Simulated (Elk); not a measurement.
# Site moment and metallic character of cubic RbVF3 against added charge in LDA+U

The spin moment on V and the metallic or insulating character of cubic RbVF3 are calculated with LDA+U for electrons removed from or added to the cell. Charge is counted per V atom from the neutral compound, and a uniform background balances it. The question is whether carriers change the local moment, make the compound a metal, or do both. This matters wherever a magnetic insulator is to be doped or gated, because the carriers may either carry the spin of the magnetic ion or dilute it. The cell and the atomic positions are fixed, so the response is that of the electrons alone. All tabled moments belong to parallel order, which need not be the ground state.

## Computational details

One system, RbVF3 (cubic perovskite, Pm-3m), 5 atom(s) a primitive cell, from measured cells of the Crystallography Open Database. Elk 11.2.3, all-electron APW+lo with RKmax 7, scalar-relativistic valence, Fermi-Dirac smearing of 0.14 eV, k meshes whose coarsest spacing along a reciprocal vector is 0.25 1/Å over all runs (2π included). Functional: LDA with Hubbard U (eV) V 4.1 (J 0.9); collinear spins, no spin-orbit coupling. Atoms stay at fixed fractions of the cell and the mesh divisions are held. At each point the moments on V are started parallel and without spin polarisation. Runs that did not converge or carry a known fault are not listed.

Notes on method and selection:

- Each state is what a run reaches from typed starting moments; only the parallel order and a state without spin polarisation were started, so the state tabled need not be the ground state. A magnetic atom is one that was given a starting moment.
- Site moments count the spin inside each program's own atomic sphere, so they depend somewhat on its radius and leave out the spin between the spheres.
- Under a Hubbard U the orbital state was not searched.
- A measured moment is set beside the table only where the run ends ferromagnetic and the measured order is ferromagnetic too.
- Runs that did not converge, have known faults or may not be shown are not listed, and runs on Ansatz's PAW sets soft_1 and soft_2 are kept to separate tables.

Columns:

- added charge (e per magnetic atom): electrons added per magnetic atom (negative: removed), balanced by a uniform background.
- net moment (μB): net spin moment of that run per magnetic atom.
- character: metal or insulator in the run from the parallel start, judged by its smearing entropy or density of states at the Fermi energy (a gap under a few smearing widths counts as a metal).
- moment (μB): largest site spin moment reached from the parallel start.

Input lines of one member:

```
tasks
  0
xctype
  3
rgkmax
  7.0
nempty
  12
swidth
  0.005
spinpol
  .true.
ngridk
  6 6 6
dft+u
  1 1
  2 2 0.150672 0.033074
```

Command (options for logging and memory left out): `elk`

## Numbers

```
member  added charge (e per magnetic atom)  net moment (μB)  character  moment (μB)
−0.4 e  −0.4                                2.60             metal      2.256
−0.2 e  −0.2                                2.80             metal      ?
+0 e    0.0                                 3.00             insulator  2.527
+0.2 e  0.2                                 3.10             metal      2.571
+0.4 e  0.4                                 3.21             metal      2.635
```

Cells marked ? are withheld until the estimate has been made.

Least-squares fits to the members shown, with x = added charge (e per magnetic atom); R² and errors in the fitted variable (y, or ln y where the fit is in ln y):

```
y            members  fit                   R²    rms residual  leave-one-out rms  the same for the mean of the others
moment (μB)  4        y = 2.473 + 0.4753 x  0.95  0.033         0.095              0.19
```

## The trend and its physics

The neutral compound is an insulator with a net moment of 3.00 μB per V atom, as expected for V²⁺ with three parallel electrons filling the majority t2g levels. Every charged member is a metal. Electron counting requires this: a band gap at the Fermi energy needs a whole number of electrons per cell, and a cell with one V atom and a fractional charge cannot supply it. Carriers trapped on some V atoms, with a local distortion around them, could keep a real sample insulating, but a single-V cell with fixed atoms excludes such a state.

The net moment responds differently on the two sides. Removing 0.4 electrons lowers it by 3.00 − 2.60 = 0.40 μB, one μB per electron, so the holes are fully spin-polarised, as they should be at the top of a filled majority t2g band. Adding 0.4 electrons raises it by only 3.21 − 3.00 = 0.21 μB, or 0.21 / 0.4 = 0.53 μB per electron. Both spin channels therefore take up charge, about three quarters of it in the majority channel. Majority eg states filling together with minority t2g states would give such a division, and so would broad, weakly polarised conduction states.

The moment inside the V sphere follows the same pattern with smaller steps. It falls by 2.527 − 2.256 = 0.271 μB when 0.4 electrons are removed and rises by 2.635 − 2.527 = 0.108 μB when 0.4 are added. The sphere thus accounts for 0.271 / 0.40 = 0.68 of the net change on the hole side and 0.108 / 0.21 = 0.51 on the electron side. The remainder lies on F or between the spheres, which fits V–F hybridisation and, for added electrons, more extended states.

## Estimating the withheld member

Plain estimates from the members shown:

- −0.2 e, fit at x = −0.2: 2.378 μB
- −0.2 e, straight-line interpolation between −0.4 e and +0 e: w = (−0.2 − (−0.4)) / (0.0 − (−0.4)) = 0.500, so 2.256 + 0.500 × (2.527 − 2.256) = 2.391 μB

The straight-line interpolation between −0.4 e and the neutral cell is the better of the two plain estimates for −0.2 e. The least-squares line runs through both the hole and the electron side, although the slope changes at the neutral compound where the gap is crossed. At zero charge it gives 2.473 μB against the calculated 2.527 μB, a miss of 2.527 − 2.473 = 0.054 μB right beside the member sought.

The net moment supports a straight line on the hole side. At −0.2 e it is 2.80 μB, exactly midway between its neighbours, (2.60 + 3.00) / 2 = 2.80, so the holes are fully spin-polarised at both charges, as expected if they enter the same majority band. If the share of the spin held in the V sphere also changes evenly, the site moment is 2.256 + 0.500 × (2.527 − 2.256) = 2.391 μB. No other column calls for a shift from this value.

The same route can be tried at +0.2 e, between the neutral cell and +0.4 e. It gives 2.527 + 0.500 × (2.635 − 2.527) = 2.581 μB, against 2.571 μB in the table, a miss of 0.010 μB. That miss is taken as the standard deviation. It rests on one trial, made on the side where the carriers enter different states.

**Committed estimate, −0.2 e: moment = 2.39 ± 0.01 μB.**

## Check

```
member  added charge (e per magnetic atom)  net moment (μB)  character  moment (μB)
−0.2 e  −0.2                                2.80             metal      2.392
```

```
member  estimate       moment (μB)  computed  estimate − computed  miss in error bars
−0.2 e  committed      2.390        2.392     −0.002               0.2
−0.2 e  fit            2.378        2.392     −0.014
−0.2 e  interpolation  2.391        2.392     −0.001
```

The computed 2.392 μB lies well inside the error bar of the estimate, 2.39 ± 0.01 μB, which is 0.002 μB too low. It is the rounded straight-line interpolation, which itself misses by 0.001 μB, while the least-squares line misses by 0.014 μB. The error bar, borrowed from the electron side, was wider than the hole side needed.

The result supports the argument that holes keep entering the same majority t2g band. The site moment falls by 2.527 − 2.392 = 0.135 μB for the first 0.2 electrons removed and by 2.392 − 2.256 = 0.136 μB for the next 0.2. The V sphere loses more spin than charge, because some minority-spin charge flows back into it. An adjustment of the V–F hybridisation to the hole, with the atoms held fixed, is the likely reason.

Of the two pictures offered earlier for added electrons, filling of minority t2g states on V is to be dropped. Most of the added charge lies between the atomic spheres, and the V sphere gains no minority-spin charge. The weaker rise of the net moment therefore comes from broad, only partly polarised conduction states.

## Exceptions

Least-squares fits to the whole series, with x = added charge (e per magnetic atom); R² and errors in the fitted variable (y, or ln y where the fit is in ln y):

```
y            members  fit                   R²    rms residual  leave-one-out rms  the same for the mean of the others
moment (μB)  5        y = 2.476 + 0.4685 x  0.95  0.030         0.057              0.17
```

Largest departures from the fit to the whole series:

```
member  moment (μB)  fit    computed − fit  in rms residuals
+0 e    2.527        2.476  +0.051          1.7
−0.4 e  2.256        2.289  −0.033          1.1
+0.4 e  2.635        2.663  −0.028          0.9
−0.2 e  2.392        2.382  +0.010          0.3
```

The neutral member lies farthest from the straight line, 0.051 μB above it or 1.7 rms residuals. The two end members lie below it, by 0.033 μB at −0.4 e and 0.028 μB at +0.4 e. This pattern of signs is that of a bend at zero charge, so the departures reflect the shape of the fit and no fault in a single run.

The bend has a plain electronic cause. On the hole side the site moment changes by (2.527 − 2.256) / 0.4 = 0.68 μB per electron, as charge leaves the filled majority t2g band. On the electron side it changes by only (2.635 − 2.527) / 0.4 = 0.27 μB per electron, because the carriers enter conduction states beyond the gap that have much of their weight outside the V sphere. A single line takes a slope between these two values, 0.47 μB per electron, and so passes below the point where the two branches meet.

## Summary

Carriers do both: they change the V moment and make the compound a metal, by moving the Fermi level into a band. Among the five members from −0.4 to +0.4 electrons per V atom, the neutral cell is the only insulator, and the V moment grows with added charge at a different rate on each side. Interpolation within one side missed by 0.001 μB for holes and 0.010 μB for electrons, so a further member inside the range can be expected to within about 0.01 μB.

For hole doping, one hole per ten V atoms lowers the net moment by 0.1 × (3.00 − 2.60) / 0.4 = 0.10 μB per V atom, or 0.10 / 3.00 = 3 % of the ferromagnetic magnetisation.

Two omitted effects exceed the spread of the table. Antiparallel order would cancel the net moment, a loss of about 3 μB per V atom, while leaving sizeable site moments. A hole trapped on one V atom by a local distortion would lower that atom's spin by roughly 1 μB and could keep the doped crystal insulating.

[Logs are printed without paths, hosts, clocks, repeated set-up lines and the standing remarks that a program may print on its own settings, such as how far it seeks lower states.]
